# The band gap of gallium nitride: ten runs and one measurement

## The question

A band gap is the energy between the highest filled and the lowest empty electron state of a crystal. Several programs have computed it for the same cell of GaN, with different potentials and with functionals of the LDA and PBE type. How far can one such result be guessed from the others, and how near does any of them come to experiment? The two questions turn out to need different physics.

Kohn-Sham band gaps of GaN (space group P6_3mc, 4-atom cell, a = 3.18 Å, c = 5.166 Å), computed without spin polarization in the same unrelaxed cell. The measured gap used for comparison is 3.42 eV, from contactless electroreflectance on a film at 300 K (PMC5288782). A question mark stands for a withheld value.

```csv
program,functional,how the value is got,potentials or basis,wave cutoff (eV),k-mesh,computed band gap (eV),computed less measured (eV)
CP2K 2026.2,PBE,"Kohn-Sham, on the mesh",GTH PBE with UZH TZVP basis,n/a,10x10x5,1.942,-1.48
ABINIT 10.8.3 (1),PBE,"Kohn-Sham, on the mesh",JTH PAW PBE v2.0,680,13x13x6,1.961,-1.46
ABINIT 10.8.3 (2),LDA,"Kohn-Sham, on the mesh",JTH PAW LDA v2.0,680,6x6x3,1.967,-1.45
ABACUS 3.10.1,LDA,"Kohn-Sham, on the mesh",GBRV ultrasoft 1.5 LDA,544,8x8x4,?,?
ABINIT 10.8.3 (3),revPBE,"Kohn-Sham, on the mesh",JTH PAW PBE v2.0,680,10x10x5,1.985,-1.43
ABINIT 10.8.3 (4),PBE,"Kohn-Sham, on the mesh",PseudoDojo NC SR PBE v0.4.1 standard,980,8x8x4,2.007,-1.41
Quantum ESPRESSO 7.5 (1),PBE,"Kohn-Sham, on the mesh",PseudoDojo 0.4.1 SR PBE standard,1143,12x12x8,2.007,-1.41
JDFTx 1.7.0 (patched build),LDA,"Kohn-Sham, on the mesh",PseudoDojo SR LDA 0.4.1 standard,1143,10x10x5,2.011,-1.41
Quantum ESPRESSO 7.5 (2),PBE,"Kohn-Sham, on the mesh",SG15 PBE 1.2,952,6x6x4,?,?
GPAW 26.7.0,LDA,"Kohn-Sham, on the mesh",GPAW PAW data sets (gpaw data 1.2.1),600,8x8x4,2.082,-1.34
```

The column "computed less measured" compares each result with the measured gap named above the table. The k-mesh is the grid of electron wave vectors on which the crystal is sampled. Two results are hidden, and the eight known ones have to supply the forecast.

## What should not matter

The gap of GaN is direct: the highest filled and the lowest empty state both lie at $\Gamma$, the wave vector zero. A mesh that contains $\Gamma$ therefore catches both band edges, however coarse it is elsewhere. The other points affect the gap only through the electron density, which settles quickly with the mesh in an insulator.

The table bears this out. ABINIT (4) and Quantum ESPRESSO (1) use the same functional and the same kind of potentials, but different meshes and cutoffs. Both give 2.007 eV. In this pair, at least, the choice of program leaves no visible trace.

The choice between LDA and PBE, too, matters little here. With JTH potentials LDA lies 0.006 eV above PBE, and with PseudoDojo potentials 0.004 eV, where the program changes as well. The single revPBE run lies 0.024 eV above PBE, but it used potentials made for PBE, so it is no clean test of the functional. LDA and PBE stay this close because the cell is fixed. The computed stresses show that PBE would like to expand this cell and LDA to shrink it, and in GaN a larger cell means a smaller gap. Had each functional relaxed its own cell, the two would have moved apart.

## What does matter

A potential, in the sense of the table, stands in for the nucleus and the inner electrons of an atom. Going from the JTH to the PseudoDojo family raises the gap by 0.046 eV in PBE and by 0.044 eV in LDA, where the program changes as well. The family thus outweighs the change from LDA to PBE several times over. The cutoff changes along with the family, and no JTH run was repeated at a higher one, so a part of the step could come from there.

Theory offers a reason. The lowest empty state at $\Gamma$ is built largely from s orbitals, which reach into the atomic core. The highest filled states are built mainly from nitrogen p orbitals, with some Ga 3d mixed in. A small difference in how a potential treats the core can therefore shift one band edge more than the other, and the gap changes.

GPAW stands apart for a further reason. It treats 16 electrons in the cell, the other known runs 36, so its Ga 3d shell is frozen into the core. Where these electrons are free to respond, they mix with the nitrogen p states above them and push the valence top up, which narrows the gap. This effect is called p-d repulsion. Freezing the shell removes it, which probably helps to put GPAW 0.071 eV above the next highest LDA result among the known rows. The data sets differ in other ways too, so the comparison does not isolate the cause.

## The forecast, worked in full

The model follows from these points. If mesh, program and the choice between LDA and PBE hardly count, a run with an unfamiliar family of potentials is one more draw from the scatter between families. The best guess is then the mean of the known runs that treat Ga 3d explicitly. GPAW is left out because its 3d shell is frozen. For the remaining seven,

$$
\bar E=\frac{1.942+1.961+1.967+1.985+2.007+2.007+2.011}{7}\ \text{eV}=1.983\ \text{eV}.
$$

The scatter $s$ of these seven values about their mean is 0.027 eV. A new value scatters by $s$, and the mean itself is uncertain by $s/\sqrt7$. Twice the combined width gives the error bar:

$$
2s\sqrt{1+\tfrac17}\approx 0.06\ \text{eV}.
$$

The bar is rough, since the seven runs share only three families of potentials and are not independent. CP2K also builds its states from atomic orbitals instead of plane waves, so its low value need not come from the potentials alone. The forecast also takes it that the GBRV and SG15 potentials keep Ga 3d among the active electrons, as is usual for them.

- **ABACUS, LDA with GBRV potentials:** 1.98 eV, range 1.92 to 2.04 eV.
- **Quantum ESPRESSO (2), PBE with SG15 potentials:** 1.98 eV, range 1.92 to 2.04 eV.

The model sets no order between the two.

## The computed values

The withheld rows as computed:

```csv
program,functional,how the value is got,potentials or basis,wave cutoff (eV),k-mesh,computed band gap (eV),computed less measured (eV)
ABACUS 3.10.1,LDA,"Kohn-Sham, on the mesh",GBRV ultrasoft 1.5 LDA,544,8x8x4,1.981,-1.44
Quantum ESPRESSO 7.5 (2),PBE,"Kohn-Sham, on the mesh",SG15 PBE 1.2,952,6x6x4,2.025,-1.40
```

Both results fall inside their ranges. The assumption about Ga 3d holds as well: the SG15 run treats 36 electrons in the cell and the GBRV run 48, which includes the 3d shell in both. ABACUS lands 0.002 eV below the forecast. With an error bar some thirty times as wide, such closeness is chance and no measure of the model's precision.

Quantum ESPRESSO (2) comes out 0.042 eV above the forecast, which uses up most of the bar. Its nearest relative suggests a reason for the direction. SG15 and PseudoDojo potentials are built by the same general recipe, and in the same program with the same functional their gaps differ by only 0.018 eV. The mean was pulled below both by the JTH and GTH runs. A forecast from the closest relative would have done better in this case, but that is seen only afterwards.

The test was not fully blind. The first table lists its rows in order of rising gap, so the places of the hidden rows already bracketed their values. The forecasts made no use of this and are the plain mean, but a reader should give the two hits less weight for it. The printed output below shows the fit and the comparisons.

## The error that all runs share

Agreement between programs is not agreement with nature. The eight known gaps spread over 0.14 eV, but on average they lie 1.42 eV below the measured one, ten times as far. The two revealed runs fall short by a similar amount. The measured values found for GaN themselves range only from 3.37 to 3.51 eV, so the choice of sample cannot bridge the distance.

For a maker of light emitters this is the difference between visible and invisible light. A photon of energy $E$ in eV has a wavelength of about $1240/E$ in nanometres. The mean of the seven runs would give 625 nm, which is red light. The measured gap gives 363 nm, in the near ultraviolet.

The table alone cannot show the cause of this shortfall, but theory puts the main part in what the computed number means. The fundamental gap of a crystal is the cost of removing an electron from it, less the energy gained by adding one elsewhere. Within exact density functional theory it is

$$
E_\text{gap}=E_\text{KS}+\Delta_\text{xc},
$$

where $E_\text{KS}$ is the distance between the exact Kohn-Sham levels, for which the table lists approximate values. The second term, $\Delta_\text{xc}$, is the jump of the exchange-correlation potential when an electron is added across the gap. LDA, PBE and revPBE depend smoothly on the density and have no such jump. A change of program or a finer mesh solves the same equations again and cannot supply it.

A second fault of these functionals is that an electron partly repels itself. This raises compact shells such as Ga 3d. In ABINIT (1) the narrow group of 3d levels lies 13.1 to 13.5 eV below the valence top, whereas photoemission finds it a few eV deeper. Levels that lie closer together repel each other more strongly, so the p-d repulsion comes out too large and the gap a little smaller still.

This also shows how to read the GPAW row. It comes nearest to experiment, but freezing the 3d shell removes the real part of the p-d repulsion along with the exaggerated part. One error then offsets another, and 1.34 eV still remains.

Temperature does not rescue the comparison. Lattice vibrations lower the gap of GaN, and the measurement was made at 300 K, while the computed atoms stand still. For a motionless lattice the true gap would be larger, and the shortfall with it. The attraction between electron and hole, which an optical measurement can include, also lowers the measured value, but only slightly in GaN.

## A rule for use

For GaN in a fixed cell, a difference of a few hundredths of an eV between two such calculations may come from the potentials alone. It should not be credited to the program until both calculations have been repeated with the same potentials at a converged cutoff. To compare functionals, the potentials should come from one family, each set made for its own functional. The distance to experiment calls for another level of theory, such as a hybrid functional or the GW method, which treats the adding and removing of electrons more directly.

One question stays open at the small scale. How much of GPAW's offset is due to the frozen 3d shell? A run in the same program, with the shell set free and all else unchanged, would tell.

Output of the analysis:

```
fit of y on 7 rows (dval): constant 1.983 +/- 0.01; rms 0.025, worst CP2K 2026.2 0.0409, leave-one-out rms 0.0291
  rows outside the fit (model, value, miss): ABACUS 3.10.1 1.983, 1.981, 0.00186; Quantum ESPRESSO 7.5 (2) 1.983, 2.025, -0.0421; GPAW 26.7.0 1.983, 2.082, -0.0991
forecast for both withheld rows (eV): 1.983
error bar of the forecast, plus or minus (eV): 0.05764
ABACUS LDA GBRV, computed less forecast (eV): -0.001857
Quantum ESPRESSO (2) PBE SG15, computed less forecast (eV): 0.04214
same PseudoDojo PBE, Quantum ESPRESSO (1) less ABINIT (4) (eV): 0
PBE, PseudoDojo less JTH, both ABINIT (eV): 0.046
LDA, PseudoDojo in JDFTx less JTH in ABINIT (eV): 0.044
JTH, LDA less PBE (eV): 0.006
PseudoDojo, LDA in JDFTx less PBE in ABINIT (eV): 0.004
JTH PBE data sets, revPBE less PBE (eV): 0.024
PBE, CP2K with GTH less ABINIT with JTH (eV): -0.019
LDA, GPAW less JDFTx with PseudoDojo (eV): 0.071
spread of the eight known gaps (eV): 0.14
mean shortfall of the eight known gaps against measurement (eV): 1.424
mean shortfall over spread (ratio): 10.17
narrow Ga 3d group below valence top, upper edge (eV): 13.09
narrow Ga 3d group below valence top, lower edge (eV): 13.47
wavelength for the mean known gap with 3d in the valence (nm): 625.4
wavelength for the measured gap (nm): 362.7
after the reveal, PBE in Quantum ESPRESSO, SG15 less PseudoDojo (eV): 0.018
after the reveal, LDA, GBRV less JTH (eV): 0.014
after the reveal, LDA, GBRV less PseudoDojo (eV): -0.03
```
